**Fine structure of Sm²⁺ $4f^6\ {}^7F_J$: CASSCF and CASPT2 against measured levels**

The table holds the NIST levels $^7F_0$ to $^7F_6$ and the errors of state-averaged CASSCF, MS-CASPT2 and SS-CASPT2 on the 4f space (OpenMolcas, DKH2, ANO-RCC-VTZP, spin-orbit state interaction). The program tests the Landé rule and a $4f^6$ model with term wavefunctions from fitted Slater integrals, the computed term energies on the diagonal and one spin-orbit constant $\zeta$. The Landé rule fails by hundreds of cm⁻¹, while $\zeta=1142$ cm⁻¹, fitted to the CASSCF levels, gives the CASPT2 levels to 7 cm⁻¹ rms once the lower CASPT2 term energies are inserted; this explains the step between the methods without validating either. Fitted to the measured levels, $\zeta$ comes out 4 % (CASSCF gaps, 38 cm⁻¹ rms) or 9 % (CASPT2 gaps, 14 cm⁻¹ rms) lower, which points to a cancellation behind the small CASSCF errors at low $J$. The output also gives interval errors, populations at 300 K and the shift from omitted terms, which stays below 10 cm⁻¹.

Levels of Sm²⁺ relative to ⁷F₀, from OpenMolcas 26.06 with state-averaged CASSCF and CASPT2 (IPEA shift 0.25 Ha, imaginary shift 0.1 Ha), ANO-RCC-VTZP, DKH2 and a point nucleus; the active shell is in brackets. Spin-orbit state interaction uses atomic mean-field integrals and term energies averaged over components. Measured levels are from NIST.

## Program and output

```python
# Table: Sm2+ 4f6 7F(J) levels in 1/cm, NIST measured and errors of OpenMolcas CASSCF / MS- / SS-CASPT2 (4f), DKH2, ANO-RCC-VTZP,
# spin-orbit state interaction. Tested: Lande rule, and a 4f6 model (one zeta, the runs' term energies) for the CASSCF-CASPT2 step.
T = {
    'level': ['4f6 7F 0', '4f6 7F 1', '4f6 7F 2', '4f6 7F 3', '4f6 7F 4', '4f6 7F 5', '4f6 7F 6'],
    'measured': [0, 293, 814, 1493, 2278, 3132, 4027],  # 1/cm
    'err_casscf_4f': [0, -10, 0, 30, 80, 160, 250],  # 1/cm
    'err_ms_caspt2_4f': [0, 60, 140, 230, 320, 390, 440],  # 1/cm
    'err_ss_caspt2_4f': [0, 60, 140, 230, 320, 390, 440],  # 1/cm
}
import numpy as np, itertools as it
from scipy.sparse import coo_matrix
from scipy.optimize import least_squares as lsq
from scipy import constants as sc
from sympy.physics.wigner import wigner_3j as w3
A = lambda k: np.array(T[k], float)
meas = A('measured'); cas = meas + A('err_casscf_4f'); pt = meas + A('err_ss_caspt2_4f'); J = np.arange(7)
# further outputs of the same runs: term energies (1/cm), spin-orbit lowering, M1 strength and rate (1/s) of 5D0-7F1
nm = '7F1 5D1 5L1 5G1 5H1 5I1 5F1 5K1 3P1 3O1 3M1 3K1 3H1 5G2 3F1 3I1 5D2 3N1 5P1 1S1 3K2 1Q1 3G1 5H2 3D1 1N1'.split()
Ec = dict(zip(nm, [0,21610,24749,25847,29878,34127,34248,38791,39621,40769,41595,42084,42420,42460,42901,43235,43893,45937,46283,47767,48381,48681,48844,48941,49311,49824]))
Ep = dict(zip(nm, [0,15852,22096,20718,25368,29354,27690,33240,31987,39715,39097,37717,36897,35172,36873,38326,36413,43473,38322,39676,44107,47942,42822,41164,42318,46840]))
low = (3157.25, 3491.79); m1 = ((0.062652, 10.76985), (0.13229, 8.135188))
dets = list(it.combinations(range(14), 6)); idx = {d: i for i, d in enumerate(dets)}
blk = [d for d in dets if sum(2*(p//2 - 3) + 1 - 2*(p % 2) for p in d) == 0]; ent = []
for c, d in enumerate(blk):
    for a, q in enumerate(d):
        r = d[:a] + d[a+1:]
        for p in set(range(14)) - set(r):
            n = sum(x < p for x in r); ent.append((idx[r[:n] + (p,) + r[n:]], c, p, q, (-1)**(a+n)))
R, C, P, Q, Sg = np.array(ent).T
one = lambda h: coo_matrix((Sg*h[P, Q], (R, C)), shape=(len(dets), len(blk))).tocsr()
sq = lambda h: (one(h).T @ one(h)).toarray()
ms = range(-3, 4); K = np.kron; I2, I7 = np.eye(2), np.eye(7); sp = np.array([[0., 1], [0, 0]]); sz = np.diag([.5, -.5])
lz = np.diag(np.arange(-3., 4)); lp = np.diag([np.sqrt(12 - m*(m+1)) for m in range(-3, 3)], -1)
L2 = sq(K(lz, I2)) + .5*(sq(K(lp, I2)) + sq(K(lp.T, I2))); S2 = sq(K(I7, sz)) + .5*(sq(K(I7, sp)) + sq(K(I7, sp.T)))
SO = one(K(lz, sz) + .5*(K(lp, sp.T) + K(lp.T, sp)))[[idx[d] for d in blk]].toarray()
ck = [np.array([[(-1.)**m*7*float(w3(3,k,3,0,0,0)*w3(3,k,3,-m,m-u,u)) for u in ms] for m in ms]) for k in (2, 4, 6)]
G = [.5*sum(sq(K(np.diag(np.diag(c, q), q), I2)) for q in range(-6, 7)) for c in ck]
def terms(F):
    e, V = np.linalg.eigh(sum(f*g for f, g in zip(F, G)) + 7.3*S2 + 3.1*L2)
    s2, l2 = (V*(S2 @ V)).sum(0), (V*(L2 @ V)).sum(0); e = e - 7.3*s2 - 3.1*l2; lab, cnt = [], {}
    for mu, l in zip(np.rint(np.sqrt(1+4*s2)).astype(int), np.rint((np.sqrt(1+4*l2)-1)/2).astype(int)):
        n = cnt.get((mu, l), 0); cnt[(mu, l)] = n + 1
        lab.append('%d%s%d' % (mu, 'SPDFGHIKLMNOQ'[l], n//min(mu, 2*l+1) + 1))
    return e - e[lab.index('7F1')], V, lab
res = lambda F: (lambda t: np.array([t[0][t[2].index(k)] - Ec[k] for k in nm[1:]]))(terms(F))
fF = lsq(res, [1e5, 6.2e4, 4.5e4], x_scale=1e4); e0, V, lab = terms(fF.x); W = V.T @ SO @ V
def lev(z, E, full=False, g=1.):
    s = sum(E.values())/sum(Ec.values()); k = [i for i, x in enumerate(lab) if full or x in E]
    w = np.linalg.eigvalsh(np.diag([g*E.get(lab[i], s*e0[i]) for i in k]) + z*W[np.ix_(k, k)]); return w[:8] - w[0], -w[0]
fz = lambda E, y, full=False: lsq(lambda x: lev(x[0], E, full)[0][1:7] - y[1:], [1200.]).x[0]
rms = lambda v: np.sqrt(np.mean(v**2))
row = lambda s, v, f='%6.0f', t='': print('%-50s' % s + ' '.join(f % x for x in v) + t)
print('Energies in 1/cm; columns J = 1..6; errors in the table are rounded to 10 (+-5, intervals +-10)')
sets = (('measured', meas), ('CASSCF', cas), ('CASPT2', pt)); dm = np.diff(meas); kT = sc.k*300/(sc.h*sc.c*100)
for s, y in sets:
    x = J*(J+1)/2; a = x @ y/(x @ x); row(s + ' interval/J', np.diff(y)/J[1:]); row('  Lande A = %.0f, fit less level' % a, (a*x - y)[1:])
for s, y in sets[1:]:
    row(s + ' level error %', 100*(y-meas)[1:]/meas[1:], '%6.1f', '  rms error %.0f, worst %.0f' % (rms((y-meas)[1:]), abs(y-meas).max()))
    row(s + ' interval error', np.diff(y) - dm); row(s + ' interval error %', 100*(np.diff(y)-dm)/dm, '%6.1f')
row('step CASPT2 less CASSCF', (pt-cas)[1:], t='  largest MS-SS difference %.0f' % abs(A('err_ms_caspt2_4f')-A('err_ss_caspt2_4f')).max())
for s, y in sets:
    b = (2*J+1)*np.exp(-y/kT); row('%s %% in J=0,1,2 at 300 K (kT %.0f)' % (s, kT), 100*b[:3]/b.sum(), '%6.1f', '  1/E(J=1) over measured %.2f' % (meas[1]/y[1]))
print('CASPT2/CASSCF term energy: 5D %.2f, 5G %.2f, 5F %.2f, all 25 together %.2f' % (*[Ep[k]/Ec[k] for k in ('5D1', '5G1', '5F1')], sum(Ep.values())/sum(Ec.values())))
print('F2, F4, F6 = %.0f %.0f %.0f; misfit to 25 CASSCF terms rms %.0f, worst %.0f' % (*fF.x, rms(fF.fun), abs(fF.fun).max()))
zc = fz(Ec, cas); cM = sc.mu_0*(200*np.pi)**3*sc.value('Bohr magneton')**2/(3*np.pi*sc.hbar)
print('zeta fitted to CASSCF levels %.0f (first-order A = zeta/6 = %.0f, lowering 2 zeta = %.0f); fitted to CASPT2 levels %.0f' % (zc, zc/6, 2*zc, fz(Ep, pt)))
for (s, y), E, lo, (st, rate) in zip(sets[1:], (Ec, Ep), low, m1):
    w, d = lev(zc, E); row('model (CASSCF zeta, %s terms) less %s' % (s, s), (w[:7]-y)[1:], t='  rms %.0f' % rms((w[:7]-y)[1:]))
    print('  spin-orbit lowering model %.0f, run %.0f; 5D0 model %.0f, from M1 line %.0f' % (d, lo, w[7], (rate/st/cM)**(1/3) + y[1]))
    row('  shift when the omitted terms are added', (lev(zc, E, True)[0] - w)[1:7])
    z = fz(E, meas, True); w = lev(z, E, True)[0]; row('  all terms, zeta %.0f (%.1f %%), less measured' % (z, 100*(z/zc-1)), (w[:7]-meas)[1:], t='  rms %.0f' % rms((w[:7]-meas)[1:]))
f2 = lsq(lambda x: lev(x[0], Ep, True, x[1])[0][1:7] - meas[1:], [1100., 1.], x_scale=[100, .1]); row('zeta %.0f, CASPT2 gaps x %.2f, less measured' % tuple(f2.x), f2.fun, t='  5D0 %.0f' % lev(f2.x[0], Ep, True, f2.x[1])[0][7])
print('5D0-7F1 M1 strength ratio %.2f; squared 5D gap ratio %.2f; growth of lowering %.0f' % (m1[1][0]/m1[0][0], (Ec['5D1']/Ep['5D1'])**2, low[1]-low[0]))
assert T['err_ms_caspt2_4f'] == T['err_ss_caspt2_4f'] and np.all(np.diff(dm/J[1:]) < 0)
assert np.all(np.diff(pt) > dm) and np.all(np.diff(np.diff(cas) - dm) > 0) and (np.diff(cas) - dm)[-1] > (np.diff(pt) - dm)[-1]
```

It prints:

```
Energies in 1/cm; columns J = 1..6; errors in the table are rounded to 10 (+-5, intervals +-10)
measured interval/J                                  293    260    226    196    171    149
  Lande A = 204, fit less level                      -89   -201   -266   -233    -65    267
CASSCF interval/J                                    283    266    236    209    187    164
  Lande A = 215, fit less level                      -68   -169   -233   -207    -66    240
CASPT2 interval/J                                    353    300    256    219    185    158
  Lande A = 229, fit less level                     -124   -266   -347   -305    -83    348
CASSCF level error %                                -3.4    0.0    2.0    3.5    5.1    6.2  rms error 126, worst 250
CASSCF interval error                                -10     10     30     50     80     90
CASSCF interval error %                             -3.4    1.9    4.4    6.4    9.4   10.1
CASPT2 level error %                                20.5   17.2   15.4   14.0   12.5   10.9  rms error 296, worst 440
CASPT2 interval error                                 60     80     90     90     70     50
CASPT2 interval error %                             20.5   15.4   13.3   11.5    8.2    5.6
step CASPT2 less CASSCF                               70    140    200    240    230    190  largest MS-SS difference 0
measured % in J=0,1,2 at 300 K (kT 209)             54.3   39.9    5.5  1/E(J=1) over measured 1.00
CASSCF % in J=0,1,2 at 300 K (kT 209)               53.3   41.1    5.4  1/E(J=1) over measured 1.04
CASPT2 % in J=0,1,2 at 300 K (kT 209)               62.3   34.4    3.2  1/E(J=1) over measured 0.83
CASPT2/CASSCF term energy: 5D 0.73, 5G 0.80, 5F 0.81, all 25 together 0.87
F2, F4, F6 = 102655 64219 46028; misfit to 25 CASSCF terms rms 61, worst 144
zeta fitted to CASSCF levels 1142 (first-order A = zeta/6 = 190, lowering 2 zeta = 2285); fitted to CASPT2 levels 1142
model (CASSCF zeta, CASSCF terms) less CASSCF          6      3      3      5     -3     -4  rms 4
  spin-orbit lowering model 3162, run 3157; 5D0 model 18742, from M1 line 18823
  shift when the omitted terms are added               1      3      4      5      6      6
  all terms, zeta 1094 (-4.3 %), less measured       -22    -43    -49    -34      1     55  rms 38
model (CASSCF zeta, CASPT2 terms) less CASPT2         -1      9     12      5      0     -4  rms 7
  spin-orbit lowering model 3503, run 3492; 5D0 model 13433, from M1 line 13514
  shift when the omitted terms are added               2      3      5      6      6      7
  all terms, zeta 1036 (-9.3 %), less measured         5     13     18     14      0    -23  rms 14
zeta 1049, CASPT2 gaps x 1.07, less measured          -2     -2      0      2      1     -1  5D0 14688
5D0-7F1 M1 strength ratio 2.11; squared 5D gap ratio 1.86; growth of lowering 335
```
